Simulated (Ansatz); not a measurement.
## How methods differ on AlH (SMILES [AlH])

AlH has 2 atoms, charge 0, and is taken as a singlet. SMILES: `[AlH]`. The shape comes from GFN2-xTB, which is rough for such elements, and wasn't checked as a minimum.

```xyz
2

Al    0.0000    0.0000    0.0000
H     0.0000    0.0000    1.6135
```

Quantity: the vertical ionisation energy (to the doublet cation), in eV. The values are calculated.

```tsv
level	kind	program	value (eV)	less FCI/3-21G
SVWN5/3-21G	LDA	Ansatz	8.11	+0.58
revPBE/3-21G	GGA	Ansatz	7.99	+0.46
r2SCAN/3-21G	meta-GGA	Ansatz	7.94	+0.41
B3LYP/3-21G	global hybrid	Ansatz	8.13	+0.60
PBE0/3-21G	global hybrid	Ansatz	8.02	+0.49
HSE06/3-21G	range-separated hybrid	Ansatz	8.01	+0.48
BCCD(T)/3-21G	coupled cluster or CI	Ansatz	7.53	0.00
CCSD/3-21G	coupled cluster or CI	Ansatz	7.53	0.00
FCI/3-21G	exact in the basis	Ansatz	7.53	0.00
```

FCI/3-21G is exact within its basis and frozen core, so for wave-function methods in that basis the difference is their error; functionals converge differently with the basis, so for them it is only a difference. The values span 7.53 to 8.13 eV. All rows use very small basis sets, so even the best lies far from the true value.

Ionisation of AlH removes an electron from the σ lone pair on aluminium, largely valence s in character with some p mixed in and directed away from hydrogen. The Al–H bonding pair is left formally intact. With only two valence pairs in the neutral molecule, correlation is dominated by pair excitations, so CCSD already reproduces the FCI ionisation energy to the printed precision and the treatment of triples in BCCD(T) brings no visible change.

Every functional lies above FCI, by 0.41 to 0.60 eV, probably because the small basis recovers too little of the pair correlation lost on ionisation, whereas a density functional supplies much of it through the density. The functionals follow no simple ladder: LDA lies close to B3LYP, and r2SCAN is lowest. PBE0 and HSE06 nearly coincide, which suggests that long-range exact exchange matters little for this compact lone pair. The vertical values leave open how much the bond length relaxes in the cation.
